**Student.** Mott's argument gives $\ln R\propto T^{-1/(D+1)}$ in $D$ dimensions, so a wire should follow $T^{-1/2}$. Your notes say an infinite wire is simply activated. One of these is wrong.

**Lecturer.** Mott's argument finds the typical hop. In a wire the current cannot go around a bad spot, so the worst spots set the resistance. There are four premises. First, the localised states are Poisson points in the plane of position $x$ and energy $\varepsilon$, measured from the Fermi level, with constant density $g$ per length per energy. Second, every wavefunction amplitude decays as $e^{-|x|/a}$ with one length $a$. Third, electrons do not interact, beyond one electron per site. Fourth, transport is ohmic phonon-assisted hopping, so the sample is the resistor network of Miller and Abrahams (1960), $R_{ij}=kT/(e^2\Gamma_{ij})$, where $\Gamma_{ij}$ is the equilibrium number of hops per time from $i$ to $j$.

**Student.** I want to see the exponent of $R_{ij}$.

**Lecturer.** Put $X=2x/a$ and $E=\varepsilon/kT$. For $E_j>E_i$ the rate is the squared overlap $e^{-|X_i-X_j|}$ times $f_i(1-f_j)N(E_j-E_i)$, with Fermi functions $f$ and the Bose function $N$. Writing each factor symmetrically gives the identity

$$f_i(1-f_j)N=\frac{1}{8\cosh\frac{E_i}{2}\cosh\frac{E_j}{2}\sinh\frac{E_j-E_i}{2}} .$$

For large arguments $2\cosh(E/2)$ and $2|\sinh(E/2)|$ both tend to $e^{|E|/2}$, so $R_{ij}=R_0e^{u_{ij}}$ with

$$u_{ij}=|X_i-X_j|+\tfrac12\left(|E_i|+|E_j|+|E_i-E_j|\right),$$

and $R_0$ varies only as a power of energy and temperature. The energy term is the largest of $E_i$, $E_j$, $0$ minus the smallest. Hence $u_{ij}\ge\max(|E_i|,|E_j|)$, and a site with $|E|>u$ has no link of exponent below $u$.

**Student.** And a break?

**Lecturer.** Delete all links with exponent above $u$. If the left contact is then cut off from the right one, the place of the cut is a $u$-break. All current crosses it through links of at least $R_0e^u$. Several such links may lie in parallel, but their number is a power of $u$ and shifts $\ln R$ by a logarithm. The question is which empty region of least area makes a break.

**Student.** The notes say a diamond. Why not a rectangle, a plain gap in $x$?

**Lecturer.** A plain gap needs width $u$ in $X$, to stop hops at the Fermi level, and height $2u$ in $E$: area $2u^2$. That is wasteful, since high-energy sites already pay an energy cost. Take a thin strip at energy $E$ with $|E|<u$. Far left its sites belong to the left cluster and far right to the right cluster, so somewhere in the strip a left site is followed directly by a right site. Their link has $u_{ij}=\Delta X+|E|$, which must be at least $u$. Every strip therefore holds a gap of width at least $u-|E|$, and the empty area is at least

$$\int_{-u}^{u}(u-|E|)\,dE=u^2 .$$

**Student.** That is a bound. Is it reached? A hop can go between different energies.

**Lecturer.** Let the gap at energy $E$ have exactly that width and be centred on $X=s(E)$. A site on the left edge at $E_1$ and one on the right edge at $E_2$ are separated by $s_2-s_1+u-\tfrac12(|E_1|+|E_2|)$. Adding the energy term cancels the last piece:

$$u_{12}=u+s_2-s_1+\tfrac12|E_1-E_2| .$$

For constant $s$ this is never below $u$, and sites further out are further apart. So the diamond $2|X-s|+|E|<u$ suffices, and it saturates the bound at half the area of the rectangle. In physical units $dx\,d\varepsilon=(a/2)\,kT\,dX\,dE$, so the area is $a\,kT\,u^2/2$, with length $au/2$ and half-height $u\,kT$. A Poisson process leaves area $A$ empty with probability $e^{-gA}$:

$$P(u)=\exp\left(-\frac{Tu^2}{2T_0}\right)=e^{-y^2},\qquad kT_0=\frac{1}{ga},\qquad y=\frac{u}{u_M},\qquad u_M=\sqrt{\frac{2T_0}{T}} .$$

In the coordinates $X/u_M$ and $E/u_M$ the site density is exactly one. The unit of length is $l=au_M/2$, typical links have $y$ of order one, and that is Mott's $T^{-1/2}$ scale.

**Student.** Your formula also allows any $s(E)$ with $|ds/dE|\le\tfrac12$. The diamond is not unique.

**Lecturer.** Correct, and that matters for the prefactor. Write the number of $u$-breaks per length as $\rho(u)=C(y)\,e^{-y^2}/l$. Rigid diamonds can be counted exactly. Slide the diamond to the right. An empty stretch begins when a site leaves through the left edges, which happens at rate $2g\,u\,kT=2y/l$ per length, while the rest is empty with probability $e^{-y^2}$. So rigid diamonds alone give $C=2y$. Sheared shapes add to this, and so does discreteness: the condition must hold only for sites that exist, so the edge can be ragged. Both effects involve the sites lining the perimeter, of order $y$ in number, each contributing a factor of order one. I therefore write $C\approx2y\,e^{By}$ with $B$ non-negative and of order one. I do not compute $B$. Leading exponential accuracy means $C\to1$, and we shall price that step.

**Student.** Now the infinite chain.

**Lecturer.** Breaks with $y\gg1$ are far apart and carry the same current, so they add in series. The number per length with exponent in $du$ is $-\rho'(u)\,du$, and with $C=1$

$$\frac{R}{L}=\frac{R_0}{l}\int du\,\frac{2u}{u_M^2}\exp\left(u-\frac{u^2}{u_M^2}\right).$$

Complete the square: $u-u^2/u_M^2=u_M^2/4-(u-u_M^2/2)^2/u_M^2$. The peak lies at $u_{\rm opt}=u_M^2/2=T_0/T$, where the factor $2u/u_M^2$ equals one, and the Gaussian integrates to $\sqrt\pi\,u_M$:

$$\frac{R}{L}=\frac{R_0}{l}\sqrt{\pi}\,u_M\,e^{T_0/2T}.$$

The activation energy is $kT_0/2=1/(2ga)$. The optimal break has resistance $R_0e^{T_0/T}$ and probability $e^{-T_0/2T}$, and the product is what survives. Its half-height is $kT_0$ at every temperature and its length is $aT_0/2T$. Activated conduction in the infinite chain goes back to Kurkijärvi (1973), and the optimal-break analysis to Raikh and Ruzin (1989). The factor $e^{By}$ turns the exponent $u_M^2/4$ into $(u_M+B)^2/4$, a correction $Bu_M/2+B^2/4$ whose main part grows as $T^{-1/2}$ and is subleading.

**Student.** An average dominated by probability $e^{-T_0/2T}$ means nothing for a transistor.

**Lecturer.** It applies only for $L\gg L_c=l\,e^{T_0/2T}$. A shorter sample contains no optimal break. The integrand is still rising where the breaks run out, so the largest ones present dominate. The expected number above $u$ is $N(u)=L\rho(u)$, and $N(u^*)=1$ with $C=1$ gives

$$\ln\frac{R}{R_0}\simeq u^*=\left[\frac{2T_0}{T}\ln\frac{L}{l}\right]^{1/2}.$$

This has Mott's form $(T_1/T)^{1/2}$, but with $T_1=2T_0\ln(L/l)$ growing with length, as Lee (1984) argued. The condition $u^*<u_{\rm opt}$ is the same as $L<L_c$. So the $T^{-1/2}$ form belongs to the finite wire and the activated form to the infinite one.

**Student.** How does Gumbel enter?

**Lecturer.** Breaks are rare and correlated only over their own length, so their number is Poisson distributed and the largest exponent obeys $\mathrm{Prob}(u_{\max}<u)=e^{-N(u)}$. Expand about $u^*$:

$$\ln N(u)=-\frac{u-u^*}{\beta}-\frac{(u-u^*)^2}{u_M^2},\qquad \beta=\frac{u_M^2}{2u^*}=\frac{T_0}{Tu^*}.$$

At $u-u^*=\beta$ the second term is $1/[4\ln(L/l)]$ of the first. Dropping it leaves the Gumbel law

$$\mathrm{Prob}(u_{\max}<u)=\exp\left[-e^{-(u-u^*)/\beta}\right],$$

with mode $u^*$, mean $u^*+\gamma\beta$, where $\gamma$ is Euler's constant, and standard deviation $\pi\beta/\sqrt6$. The long tail is towards high resistance. Note that $\beta/u^*=1/[2\ln(L/l)]$, so the relative scatter of $\ln R$ is nearly independent of temperature while $\beta$ itself grows as $T^{-1/2}$.

**Student.** But $R$ is the sum over breaks and you gave me the law of the maximum. The second-largest break lies only about $\beta$ below.

**Lecturer.** So the replacement needs $\beta\gg1$, and the sum can be done exactly within the linearised $N$. Let $\mu=1/\beta=u^*/u_{\rm opt}<1$ and $r=e^{u-u^*}$. The breaks are Poisson points with density $\mu r^{-1-\mu}dr$. For the sum $S=R/(R_0e^{u^*})$ the Poisson generating functional, integrated by parts, gives

$$\langle e^{-sS}\rangle=\exp\left[-\int_0^\infty(1-e^{-sr})\,\mu r^{-1-\mu}dr\right]=\exp\left[-\Gamma(1-\mu)\,s^\mu\right],$$

a one-sided stable law. Insert it into $S^{-p}=\Gamma(p)^{-1}\int_0^\infty s^{p-1}e^{-sS}ds$:

$$\langle S^{-p}\rangle=\frac{\Gamma(1+p\beta)}{\Gamma(1+p)}\,\Gamma(1-\mu)^{-p\beta}.$$

Its logarithm generates the cumulants of $-\ln S$. With $\ln\Gamma(1+z)=-\gamma z+\pi^2z^2/12-\dots$ one reads off

$$\langle\ln S\rangle=\gamma(\beta-1)+\beta\ln\Gamma(1-\mu),\qquad \mathrm{var}\,\ln S=\frac{\pi^2}{6}\left(\beta^2-1\right).$$

For small $\mu$ the mean exceeds the Gumbel value $\gamma\beta$ by $\pi^2\mu/12$, and the variance falls short by $\pi^2/6$, a relative amount $\mu^2$. As $\mu\to1$ the variance vanishes, which is the onset of self-averaging at $L\sim L_c$. The mean diverges there only because the quadratic term was dropped.

**Student.** I have one device. Where is the ensemble?

**Lecturer.** In the gate voltage. Raising the Fermi level by $\delta$ lowers every $E$ by $\delta/kT$. From the energy term, a link with both sites above the Fermi level loses $\delta/kT$ from its exponent, one with both below gains it, and one that straddles the level is unchanged. While one link dominates, $\ln R$ against Fermi level consists of straight pieces with slopes $0$ and $\pm1/kT$. An empty diamond of size $u$ still contains one of size $u-\delta/kT$ centred on the new level, since $|E|\le|E-\delta/kT|+\delta/kT$. The ranking of the top breaks, spaced by $\beta$, is thus reshuffled after a shift of order $\beta kT=kT_0/u^*$. A sweep much wider than this, yet narrow enough that $g$ and $a$ stay fixed, samples the distribution. Fluctuations of this kind were reported by Fowler, Hartstein and Webb (1982) in narrow silicon accumulation channels.

**Student.** List where this holds.

**Lecturer.** Six conditions. (1) $T\ll T_0$, so that $u_M\gg1$. (2) Channel width $W<a$, so that transverse position hardly changes $u_{ij}$. (3) $1\ll\ln(L/l)\ll T_0/2T$ for the Gumbel law; the left inequality controls $C$ and the curvature, the right one makes $\beta$ large. The break length $au^*/2$ is then small against $L$. (4) Total bias $eV\ll kT$, because most of the voltage drops across a few breaks. (5) Constant $a$ and $g$ over $|\varepsilon|<u\,kT$. An energy-dependent $g$ leaves the diamond optimal, as the strip bound holds energy by energy, and replaces the exponent $y^2$ of $P$ by $\tfrac a2\int g(\varepsilon)\,(u-|\varepsilon|/kT)\,d\varepsilon$. (6) Premises two and three, whose failure must be sized for the device at hand.

**Student.** Then give me a device.

**Lecturer.** An electron accumulation channel on Si(100), with illustrative inputs $L=10\ \mu$m, $W=20$ nm, oxide thickness $d=30$ nm, $a=100$ nm, $g=10\ \mathrm{meV^{-1}\mu m^{-1}}$, $T=0.3$ K. For orientation, two spins and two valleys with the typical in-plane mass $0.19\,m_e$ give a band value $4mW/(2\pi\hbar^2)=32\ \mathrm{meV^{-1}\mu m^{-1}}$. I take about a third of it, to allow for the band tail and for depletion by interactions. Then $kT_0=1$ meV, $T_0=11.6$ K, $kT=25.9\ \mu$eV, $T_0/T=38.7$, $u_M=8.80$ and $l=0.44\ \mu$m. The infinite-chain exponent $T_0/2T=19.3$ would need $L_c\approx110$ m. The channel has $L/l=22.7$ and $\ln(L/l)=3.12$, so the leading formulas give $u^*=15.5$, $T_1=73$ K, $\beta=2.49$, $\mu=0.40$ and $\beta/u^*=0.16$. The break is $0.78\ \mu$m long and $0.40$ meV in half-height. Relative to $u^*$, the Gumbel law has mean $1.4$ and standard deviation $3.2$, and the full sum has mean $1.9$ and standard deviation $2.9$, a factor of about 19 in resistance. The curvature term is $0.08$ of the linear one. Solving $\ln(L/l)=T_0/2T$ with $l(T)$ puts the crossover to self-averaging near $1.5$ K. The pattern decorrelates over $\beta kT=64\ \mu$eV, which is $g L\beta kT\approx6$ electrons in the channel. A parallel-plate capacitance per length $\kappa_{\rm ox}\epsilon_0W/d$ with the typical $\kappa_{\rm ox}=3.9$ converts this to about 4 mV of gate voltage. Fringing fields lower the figure, and a filling density above $g$ raises it, so read it as a few millivolts.

**Student.** Here $y^*=u^*/u_M=1.77$. That is not large. What does $C\to1$ cost?

**Lecturer.** A good deal in the level and little in the width. Solve $y^2-By-\ln2y=\ln(L/l)$, with $\beta=u_M/(2y-B-1/y)$ from the slope of $\ln N$:

| prefactor $C$ | $y^*$ | $u^*$ | $\beta$ |
|---|---|---|---|
| $1$ | 1.77 | 15.5 | 2.5 |
| $2y$ | 2.14 | 18.8 | 2.3 |
| $2y\,e^{y}$, trial $B=1$ | 2.75 | 24.2 | 2.1 |

An empty rigid diamond is sufficient for a break, so the second row is a lower estimate of $u^*$ and the leading formula with this $l$ falls short by more than $\beta$. At fixed $L/l$ every row keeps $u^*\propto T^{-1/2}$, because $y^*$ depends on $L/l$ alone.

**Student.** And electrons in silicon do repel each other.

**Lecturer.** Take two charges at the interface, a distance $r$ apart, under a metal gate. Matching potentials across the interface gives the Fourier transform $e^2/\{\epsilon_0q[\kappa_{\rm Si}+\kappa_{\rm ox}\coth qd]\}$. Expanding in $e^{-2qd}$ yields the image series

$$U(r)=\frac{e^2}{4\pi\epsilon_0\bar\kappa}\left[\frac1r-(1-k_i)\sum_{n\ge1}\frac{k_i^{\,n-1}}{\sqrt{r^2+4n^2d^2}}\right],$$

with $\bar\kappa=(\kappa_{\rm Si}+\kappa_{\rm ox})/2$ and $k_i=(\kappa_{\rm Si}-\kappa_{\rm ox})/(\kappa_{\rm Si}+\kappa_{\rm ox})$. The compiled static constant $\kappa_{\rm Si}=11.7$ (Ioffe Institute, a 300 K value used here unchanged) gives $\bar\kappa=7.8$ and $k_i=0.50$. Then $U(a)=0.57$ meV, larger than the half-height of the break. An empty site at the Fermi level is stable only if no filled site at distance $r$ lies within $U(r)$ below that level. The expected number of offending sites, cutting off at $r=a$ where states overlap, is

$$\Lambda=2g\int_a^\infty U\,dr=\frac{2ge^2}{4\pi\epsilon_0\bar\kappa}(1-k_i)\sum_{n\ge1}k_i^{\,n-1}\ln\frac{a+\sqrt{a^2+4n^2d^2}}{2a},$$

which is $2\times1.85\times0.245\approx0.9$. A depletion of $g$ by $e^{-\Lambda}$ across the whole diamond would multiply $u^*$ and $\beta$, both roughly $\propto g^{-1/2}$, by $e^{\Lambda/2}\approx1.6$. The true dip fades with energy and nearby electrodes screen further, so this is an upper scale. It shows that $g$ must be read as the interaction-depleted density near the Fermi level, and that $T_0$ cannot be predicted from the band mass.

**Student.** That leaves the smooth exponential envelope.

**Lecturer.** If $a$ arises from multiple scattering along the wire, the standard result for localised wires is that the logarithm of the transmission over a distance $r$ has mean $-2r/a$ and variance $4r/a$. A critical link with $2r/a=8$, about half of $u^*$, then scatters by $4$ in $\ln R$, more than $\beta$. Parallel links across the break average part of this away. It grows as $u^{1/2}$, against $\beta\propto u$ at fixed $L/l$, so break statistics win on cooling, but at these inputs the two sources are comparable.

**Student.** So what do I believe of the numbers?

**Lecturer.** They are the model's, not the device's. As typical knowledge, such channels below about 1 K swing by one to several orders of magnitude in conductance as the gate is swept, more strongly on cooling. I chose $kT_0=1$ meV to land in that range, so the factor of 19 tests nothing. What the derivation fixes, within its premises, is independent of that choice: $\langle\ln R\rangle$ and its scatter both scale close to $T^{-1/2}$, their ratio is set by $\ln(L/l)$, the histogram of $\ln R$ leans towards high resistance, and the steepest flanks in a sweep have slope $1/kT$ in Fermi energy.